# The Lieb–Narnhofer bound for jellium at $r_s=100$

## The problem

Our system today is three-dimensional jellium: $N$ electrons at mean density $n$ in a uniform positive background of the same density, in the thermodynamic limit. I use Hartree atomic units. Lengths are in bohr ($a_0$), energies in hartree, with $1\ \mathrm{Ha}=2\ \mathrm{Ry}=27.2114$ eV, and $4\pi r_s^3/3=1/n$. Every $\varepsilon$ is an energy per electron.

Data:

- $r_s=100$, equal numbers of up and down spins.
- The correlation energy is defined as $\varepsilon_c=\varepsilon-t_s-\varepsilon_x$, where $t_s=\tfrac{3}{10}k_F^2$ and $\varepsilon_x=-3k_F/4\pi$ belong to the unpolarised plane-wave determinant, with $k_F=(9\pi/4)^{1/3}/r_s$.
- One given input: $\varepsilon_{\rm MC}\approx-7.66$ mHa, an approximate value typical of diffusion Monte Carlo for the unpolarised fluid at this density, a kind of calculation that goes back to Ceperley and Alder (1980). It is the object we test, not a standard that we test against.

Tasks:

(a) Give rigorous lower bounds on $\varepsilon$ and $\varepsilon_c$.

(b) Give an upper bound on the ground-state energy from Gaussian orbitals on a bcc lattice.

(c) Place $\varepsilon_{\rm MC}$ relative to both.

(d) Find which steps of the lower bound lose the most.

For orientation, the sphere radius is $100\,a_0=5.29$ nm and $n=1.611\times10^{18}\ \mathrm{cm^{-3}}$.

## Why the bound holds

The argument is due to Lieb and Narnhofer (1975). Define $D(f,g)=\tfrac12\iint f(\mathbf x)g(\mathbf y)/|\mathbf x-\mathbf y|$. In Fourier space its kernel is $4\pi/k^2>0$, so $D(f,f)\ge0$ for any $f$. Let $\rho$ be the background density, equal to $n$ inside the container and zero outside. For point electrons at arbitrary positions,

$$U=\sum_{i<j}\frac1{r_{ij}}-\sum_i\int\frac{\rho(\mathbf y)\,d^3y}{|\mathbf y-\mathbf r_i|}+D(\rho,\rho).$$

Positivity cannot be applied to points, whose self-energy is infinite. So let $\mu_i$ be a unit charge spread uniformly over a ball of radius $a$ about $\mathbf r_i$. By Newton's theorem its potential at distance $s$ is

$$w(s)=\frac{3a^2-s^2}{2a^3}\quad(s<a),\qquad w(s)=\frac1s\quad(s\ge a),$$

and $w(s)\le 1/s$ everywhere. Using this twice gives $2D(\mu_i,\mu_j)\le w(r_{ij})\le 1/r_{ij}$. Now expand the positive quantity:

$$0\le D\Big(\rho-\sum_i\mu_i,\ \rho-\sum_i\mu_i\Big)=D(\rho,\rho)-2\sum_iD(\rho,\mu_i)+\sum_iD(\mu_i,\mu_i)+2\sum_{i<j}D(\mu_i,\mu_j).$$

Subtract this expression from $U$ and drop the two non-negative pieces, the form itself and the pair differences $1/r_{ij}-2D(\mu_i,\mu_j)$:

$$U\ge-\sum_iD(\mu_i,\mu_i)-\sum_i\int\rho(\mathbf y)\Big[\frac1{|\mathbf y-\mathbf r_i|}-w(|\mathbf y-\mathbf r_i|)\Big]d^3y .$$

The self-energy of the ball is $3/(5a)$. The bracket is non-negative and vanishes for $s>a$, so we may replace $\rho$ by $n$, and

$$n\int_0^a4\pi s^2\Big[\frac1s-\frac{3a^2-s^2}{2a^3}\Big]ds=\frac{2\pi}{5}na^2=\frac{3a^2}{10r_s^3}.$$

Hence $U/N\ge-3/(5a)-3a^2/(10r_s^3)$ for every $a$. The right side is largest where $3/(5a^2)=3a/(5r_s^3)$, at $a=r_s$:

$$\frac UN\ge-\frac{0.6+0.3}{r_s}=-\frac{0.9}{r_s}\ \mathrm{Ha}.$$

This holds for each configuration, and so for the mean potential energy $v$ of any state.

The kinetic energy needs only the Pauli principle. The natural spin orbitals of an antisymmetric state have occupations between 0 and 1 that sum to $N$, so the kinetic energy is at least that of the $N$ lowest free-particle levels. In the thermodynamic limit this is $t\ge t_s$.

**Question.** *Is the radius $r_s$ put in by hand? And why a uniform ball?*

Both come out of an optimisation. For any spherical smearing the same steps give $U/N\ge-D(\mu,\mu)-\langle s^2\rangle/(2r_s^3)$. The quantity to minimise is the energy of a self-repelling unit charge in the harmonic well $s^2/(2r_s^3)$ that the background makes. The charge settles so as to cancel the background where it sits, which is density $n$ out to radius $r_s$. A Gaussian $\mu\propto e^{-s^2/2\sigma^2}$ has $D=1/(2\sqrt\pi\sigma)$ and $\langle s^2\rangle=3\sigma^2$, and its best width gives only $-0.931/r_s$, a weaker bound. The number $-0.9/r_s$ is also the energy of one point electron at the centre of its own neutralising sphere.

## (a) The lower bounds

With $k_Fr_s=1.919158$ we have $t_s=1.10495/r_s^2$ Ha and $\varepsilon_x=-0.458165/r_s$ Ha. Therefore

$$\varepsilon\ge\frac{1.10495}{r_s^2}-\frac{0.9}{r_s},\qquad \varepsilon_c\ge-\frac{0.9-0.458165}{r_s}=-\frac{0.441835}{r_s}\qquad(\mathrm{Ha}).$$

The term $t_s$ cancels in the second bound. At $r_s=100$:

- $k_F=0.0191916\ a_0^{-1}$, $t_s=0.1105$ mHa, $\varepsilon_x=-4.5817$ mHa, $t_s+\varepsilon_x=-4.4712$ mHa.
- $v\ge-9.0000$ mHa.
- $\varepsilon\ge0.1105\ \mathrm{mHa}-9.0000\ \mathrm{mHa}=-8.8895\ \mathrm{mHa}=-17.779\ \mathrm{mRy}=-241.9$ meV.
- $\varepsilon_c\ge-4.4183\ \mathrm{mHa}=-8.837$ mRy.

**Question.** *What changes for the fully polarised gas?*

The potential bound never saw the spin. Only $k_F$ changes, by a factor $2^{1/3}$. Then $t_s=0.1754$ mHa and $\varepsilon_x=-5.7725$ mHa, so $\varepsilon\ge-8.8246$ mHa and $\varepsilon_c\ge-3.227$ mHa. The unpolarised bound on $\varepsilon$ is the lower one, and it covers every spin state.

## (b) An upper bound from a Gaussian crystal

First the energy of point electrons on a bcc lattice. The cube edge $L$ obeys $L^3=2\cdot4\pi r_s^3/3$, so $L=2.03098\,r_s=203.098\,a_0$, and the nearest-neighbour distance is $d=\sqrt3L/2=175.888\,a_0$. With the primitive cell volume $\Omega=L^3/2$, lattice vectors $\mathbf R$, reciprocal vectors $\mathbf G$ and a free splitting parameter $\eta$, the Ewald sum is

$$v_M=\frac12\Big[\sum_{\mathbf R\ne0}\frac{\operatorname{erfc}(\eta R)}R+\frac{4\pi}\Omega\sum_{\mathbf G\ne0}\frac{e^{-G^2/4\eta^2}}{G^2}-\frac{2\eta}{\sqrt\pi}-\frac{\pi}{\eta^2\Omega}\Big].$$

Take $\eta=2.5/L$. The shells have $R^2/L^2=\tfrac34,1,2,\tfrac{11}4,\dots$ with $8,6,12,24,\dots$ members, and $(GL/2\pi)^2=2,4,6,8,10,\dots$ with $12,6,24,12,24,\dots$ members. In units of $1/L$ the four terms are

$$0.02277+0.16426-2.82095-1.00531=-3.63923,$$

so $v_M=-3.63923/(2L)=-0.89593/r_s$ Ha, which is $-8.9593$ mHa at our density. The point lattice lies above $-0.9/r_s$ by $0.00407/r_s$, or 0.45 per cent of $|v_M|$. As a statement about classical configurations the bound is nearly sharp.

Now give each site an orbital $\propto e^{-\omega s^2/2}$, up spins at the cube corners and down spins at the centres. Its kinetic energy is $3\omega/4$ and $\langle s^2\rangle=3/(2\omega)$. Spherical clouds that do not overlap repel like points, by Newton's theorem again. Against the background each cloud pays $\langle s^2\rangle/(2r_s^3)$. So

$$\varepsilon_{\rm trial}(\omega)=v_M+\frac{3\omega}4+\frac{3}{4\omega r_s^3},$$

with its minimum at $\omega=r_s^{-3/2}$, where the last two terms add to $1.5/r_s^{3/2}$. At $r_s=100$, $\omega=1.000$ mHa, the root-mean-square spread is $38.7\,a_0$, and

$$\varepsilon_{\rm trial}=-8.9593\ \mathrm{mHa}+0.7500\ \mathrm{mHa}+0.7500\ \mathrm{mHa}=-7.4593\ \mathrm{mHa}.$$

In the convention stated at the start this is $\varepsilon_c=-7.4593+4.4712=-2.9881$ mHa.

**Question.** *Gaussians do overlap. Is that still a bound to four decimals?*

Two terms were dropped. Two clouds repel by $\operatorname{erf}(d\sqrt{\omega/2})/d$ instead of $1/d$. With eight neighbours, each pair shared between two electrons, this lowers the energy by $4\operatorname{erfc}(d\sqrt{\omega/2})/d=6\times10^{-10}$ Ha. Antisymmetry couples only equal spins, six of them at distance $L$, with overlap $S=e^{-\omega L^2/4}=3.3\times10^{-5}$. Its effect is of the order of $6S^2\omega^2L^2/4=7\times10^{-11}$ Ha. The last printed digit is $10^{-7}$ Ha, so neither term shows.

The ground-state energy is thus confined to

$$-8.8895\ \mathrm{mHa}\le\varepsilon\le-7.4593\ \mathrm{mHa},$$

a window $1.4302$ mHa wide that used no simulation data.

## (c) Where the Monte Carlo input falls

The input has three figures, so what follows from it has no more than three.

- Correlation energy: $\varepsilon_c=-7.66\ \mathrm{mHa}+4.4712\ \mathrm{mHa}=-3.19$ mHa.
- Height above the lower bound: $-7.66\ \mathrm{mHa}+8.8895\ \mathrm{mHa}=1.23$ mHa, which is 16 per cent of $|\varepsilon_{\rm MC}|$.
- Fraction of the largest allowed $|\varepsilon_c|$: $3.19/4.4183=0.72$.
- Depth below the Gaussian crystal: $0.20$ mHa.

The input is admissible: it violates no theorem. The potential bound gives one more number. Since $t=\varepsilon-v$ and $v\ge-9.0000$ mHa, a state with this energy must have $0.1105\ \mathrm{mHa}\le t\le1.34$ mHa.

**Question.** *A margin of 16 per cent is loose. What could such a test ever catch?*

Gross slips, and the commonest is the unit. The same input is $-15.32$ mRy. Read as millihartree it would lie far below $-8.8895$ mHa, and the theorem rejects it at once. The doubled correlation energy, $-6.38$, fails against $-4.4183$ in the same way. The test cannot decide between fluid and crystal, or between spin states. It has no power over differences much smaller than 1 mHa.

**Question.** *Must a Monte Carlo energy lie inside the window?*

Above the lower edge, yes, up to statistical error and the finite-size point I come to next. A variational or fixed-node energy is at or above the ground-state energy, which is at or above the bound. The upper edge is different. It limits the true ground state only, and a poor fluid wave function could sit above it without contradiction. Our input sits below it. If it is the fixed-node energy of the infinite system, it is the tighter upper bound, and the window shrinks from $1.43$ to $1.23$ mHa.

**Question.** *Simulations use a periodic cell with Ewald sums. Does the proof survive?*

The potential half does. The periodic Coulomb form has the positive kernel $4\pi/G^2$ on the reciprocal vectors of the cell, smearing lowers every pair term including those with images, and the same two constants $3/(5a)$ and $3a^2/(10r_s^3)$ appear. So $v\ge-0.9/r_s$ holds for any $N$, for every sampled configuration. The kinetic half does not carry over unchanged. In a finite cell the filled shells can have less kinetic energy than $t_s$. Two electrons in the $\mathbf k=0$ level have none. One should use the free-fermion energy of that cell, or test the energy after extrapolation to infinite size.

## (d) Where the bound is lost

For the trial state the distance to the bound splits exactly into three parts.

| source | expression (Ha) | mHa at $r_s=100$ |
|---|---|---|
| lattice versus ideal spheres | $0.9/r_s+v_M$ | 0.0407 |
| potential energy of zero-point motion | $0.75/r_s^{3/2}$ | 0.7500 |
| kinetic energy above $t_s$ | $0.75/r_s^{3/2}-t_s$ | 0.6395 |
| total | | 1.4302 |

The electrostatic inequality itself costs only 2.8 per cent of the total. The loss comes from bounding $t$ and $v$ separately. The smallest $v$ needs electrons pinned near sites, and the smallest $t$ needs plane waves, and no state does both. In the trial state $t$ is 6.8 times $t_s$. These shares belong to the Gaussian model. The input energy alone does not fix how its own $1.23$ mHa is divided.

**Question.** *Why can a real state go below your crystal?*

Because the orbitals move independently. In the harmonic crystal the trace of the dynamical matrix is $4\pi n=3/r_s^3$ at every wave vector: the on-site curvature supplies this amount, and the off-site terms have zero trace because $\nabla^2(1/R)=0$. So the three branches obey $\sum_\lambda\omega_\lambda^2=3/r_s^3$, and the Cauchy–Schwarz inequality gives $\tfrac12\sum_\lambda\omega_\lambda\le1.5/r_s^{3/2}$, with equality only when all three frequencies are equal. Correlated motion spreads the frequencies and lowers the zero-point energy. Part of the window's width is therefore the fault of the upper edge.

**Question.** *When does the bound become sharp, and what does it say at high density?*

At low density, slowly. In the trial energy the term $1.5/r_s^{3/2}$ falls to the size of $0.00407/r_s$ only at $r_s\approx1.4\times10^5$. As $r_s\to\infty$ the two edges give

$$-0.4418\le r_s\,\varepsilon_c\le-0.4378\qquad(\mathrm{Ha}),$$

where $0.4378=0.89593-0.458165$ to four places, a spread of 0.9 per cent. So the bound fixes the $1/r_s$ law of the correlation energy and nearly fixes its coefficient.

At high density it is true and weak. There the leading term is $\varepsilon_c\simeq\frac{1-\ln2}{\pi^2}\ln r_s=0.0311\ln r_s$ Ha, and its ratio to $-0.4418/r_s$ goes to zero like $r_s|\ln r_s|$. Together with $\varepsilon_c\le0$, which follows because the plane-wave determinant is itself a trial state, the bound shows only that $|\varepsilon_c|$ stays below 0.964 times $|\varepsilon_x|$ at every density. At $r_s=100$ the Gaussian crystal raises the other side from zero, and the jellium ground state has $2.9881\ \mathrm{mHa}\le|\varepsilon_c|\le4.4183$ mHa.